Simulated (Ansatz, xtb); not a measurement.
# Two isomers of C2H7BSi

We compare I, `B/C=C\[SiH3]`, a singlet, with II, `B/C=C/[SiH3]`, a singlet. Both are isolated molecules in the gas phase, relaxed with PBE0-D3(BJ)/def2-SVP; the shapes shown needn't be the lowest conformers.

I (Å):

```csv
atom,x (Å),y (Å),z (Å)
C,-2.7042,1.9519,-0.0010
C,-1.7983,1.4863,0.8924
B,-2.7801,1.4320,-1.4526
Si,-0.4889,0.1582,0.5687
H,-3.5926,1.8557,-2.2407
H,-2.0065,0.5748,-1.8196
H,-3.4004,2.7286,0.3442
H,-1.8083,1.9082,1.9091
H,0.2813,-0.0263,1.8361
H,-1.1105,-1.1482,0.1999
H,0.4617,0.5730,-0.5051
```

II (Å):

```yaml
atoms:
  - { symbol: C, position_ang: [-1.6646, 1.7618, 0.6126] }
  - { symbol: C, position_ang: [-1.6631, 0.9601, -0.4786] }
  - { symbol: B, position_ang: [-1.3434, 3.2702, 0.5049] }
  - { symbol: Si, position_ang: [-2.0408, -0.8804, -0.4718] }
  - { symbol: H, position_ang: [-1.0800, 3.7364, -0.5814] }
  - { symbol: H, position_ang: [-1.3496, 3.9925, 1.4748] }
  - { symbol: H, position_ang: [-1.9037, 1.3074, 1.5842] }
  - { symbol: H, position_ang: [-1.4211, 1.4300, -1.4436] }
  - { symbol: H, position_ang: [-2.3459, -1.3211, 0.9214] }
  - { symbol: H, position_ang: [-3.2103, -1.1640, -1.3594] }
  - { symbol: H, position_ang: [-0.8673, -1.6435, -0.9978] }
```

Q: Estimate E(II) − E(I) at the level CCSD(T)/def2-SVP + ΔMP2/def2-TZVPP.

A: Too close to call at this level: CCSD(T)/def2-SVP + ΔMP2/def2-TZVPP gives E(II) − E(I) = −0.074 eV.

Level by level:

| level | geometry | E(II) − E(I) (eV) | departure from the last row (eV) | job, with rough time for the two |
| --- | --- | --- | --- | --- |
| GFN2-xTB | GFN2-xTB | −0.020 | +0.054 | optimisation, 0.36 s |
| HF/STO-3G | GFN2-xTB | −0.045 | +0.029 | single point, 0.79 s |
| r2SCAN-D4/def2-SVP | GFN2-xTB | −0.020 | +0.054 | single point, 5.3 s |
| PBE0-D3(BJ)/def2-SVP | PBE0-D3(BJ)/def2-SVP | −0.065 | +0.009 | optimisation, 1.9 min |
| HF/def2-SVP | PBE0-D3(BJ)/def2-SVP | −0.105 | −0.031 | part of the CCSD(T) run |
| MP2/def2-SVP | PBE0-D3(BJ)/def2-SVP | −0.084 | −0.010 | part of the CCSD(T) run |
| CCSD(T)/def2-SVP | PBE0-D3(BJ)/def2-SVP | −0.076 | −0.002 | single point |
| CCSD(T)/def2-SVP + ΔMP2/def2-TZVPP | PBE0-D3(BJ)/def2-SVP | −0.074 |  | single point, 37 s |

As drawn, both hold the same kinds of bond in the same numbers.

GFN2-xTB, r2SCAN-D4/def2-SVP find them nearly level. The largest departure from CCSD(T)/def2-SVP + ΔMP2/def2-TZVPP is that of GFN2-xTB, 0.054 eV. The last row adds to CCSD(T) the change of the MP2 difference between the two basis sets, here +0.002 eV.

With harmonic frequencies from PBE0-D3(BJ)/def2-SVP (ideal gas, rigid rotor, one conformer each, 298.15 K, 1 atm): the zero-point term adds −0.006 eV; ΔH is −0.076 and ΔG −0.087 eV.

The correlated steps freeze 8 core orbitals. Run with Ansatz 0.2.0, xtb 6.7.1; the last row on 2 threads of Intel(R) Xeon(R) Processor @ 2.50GHz (Skylake/Cascade Lake) on a shared host.

Every level places the trans isomer II slightly below the cis isomer I, but the margin is too small to establish the order firmly. The lean towards II is what one expects when two substituents no longer share the same side of a double bond. That the cost of crowding is so modest probably reflects the long C–Si bond and the slim, planar BH2 group. In both structures BH2 lies in the plane of the alkene, so the empty boron p orbital can accept π density from C=C either way, and conjugation should largely cancel in the difference. In I a B–H bond also points towards silicon; attraction between this hydridic hydrogen and the electropositive silicon may offset some of the repulsion.

Correlation narrows the gap from −0.105 eV in Hartree–Fock to −0.076 eV in CCSD(T) with the same basis, which suggests that dispersion between the neighbouring groups favours the more compact I. The energies say nothing about how readily the isomers interconvert, which depends on the barrier to twisting about C=C.
